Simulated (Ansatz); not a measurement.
**A film clamped to a substrate in Ta**

Theory: DFT PBEsol, scalar-relativistic, plane waves, PAW in Ansatz 0.2.0. Settings: plane waves to 420 eV, k-mesh 26×26×26 (Γ-centred), Gaussian smearing 0.15 eV. Spin–orbit coupling is left out, which can shift energies with elements as heavy as these. No spin polarisation. Energies are free energies at this smearing, counted from the undisturbed cell; pressure is positive in compression.

The undisturbed cell (relaxed at this level; with this scan's settings it stands at 0.3 GPa):

```
Ta
1.0
    -1.64026    1.64026    1.64026
     1.64026   -1.64026    1.64026
     1.64026    1.64026   -1.64026
Ta
1
Direct
  0.00000 0.00000 0.00000
```

The cell (1 atom, V0 = 17.65 Å³) is strained by p along both x and y and by q along z, fractional coordinates fixed. τp = (1/V0) ∂E/∂p = (σxx + σyy)(1 + p)(1 + q) and τq = (1/V0) ∂E/∂q = σzz(1 + p)², with tension positive.

```csv
p,q,ΔE (meV/atom),τp (GPa),τq (GPa)
0.000,0.000,0.00,-0.53,-0.27
-0.040,0.000,90.61,-42.51,-14.85
0.040,0.000,70.90,30.99,12.39
0.000,-0.040,28.58,-14.93,-13.06
0.000,0.040,22.42,12.21,9.98
```

Get the second derivatives of the energy density.

Central differences give A = ∂τp/∂p = 919 GPa (C11 + C22 + 2 C12), C = ∂τq/∂q = 288 GPa (C33) and the cross term B = ∂τq/∂p = 340 GPa (C13 + C23); ∂τp/∂q = 339 GPa must equal B, and any difference shows higher-order terms. Steps this large leave an error of some per cent of A or C in all of these, which can swamp a small B. The ions are clamped. In a cubic crystal C11 = C = 288, C12 = B/2 = 170 GPa and A should be 2(C11 + C12) = 917 GPa; the bulk modulus is (C11 + 2 C12)/3 = 210 GPa.

A film of this crystal grows with z along the normal on a substrate that imposes p. How does its thickness respond, and what does the misfit cost?

Count p and q from the stress-free cell. A free surface needs τq = 0, so q = −(B/C) p = -1.18 p. The energy density left is (A − B²/C) p²/2 = M p², with the biaxial modulus M = 258 GPa; a misfit of 1 % costs 2.84 meV/atom, against 5.06 meV/atom if the thickness were held.

In a metal these slopes depend on the k mesh and the smearing.

Letting the thickness relax removes nearly half the misfit energy, from 5.06 to 2.84 meV/atom at 1 % misfit. The film thins under in-plane tension and thickens under compression, but not enough to conserve volume. Tantalum resists a change of volume more than a tetragonal change of shape, so the normal strain offsets much of the dilation. The remaining shape stiffness, seen in C11 well above C12, is typical of a group 5 bcc metal, whose partly filled d band favours this structure.

Compression costs more than equal extension in both directions. The small residual stress accounts for only part of this; the rest is anharmonic, as repulsion and electron kinetic energy rise steeply at short distances. The bulk modulus of 210 GPa is somewhat above experiment, probably because the functional makes the lattice slightly too compact. Clamping the ions costs nothing here, since a one-atom cell has no internal displacement to relax. The elastic cost alone doesn't say at what thickness misfit dislocations would become favourable.
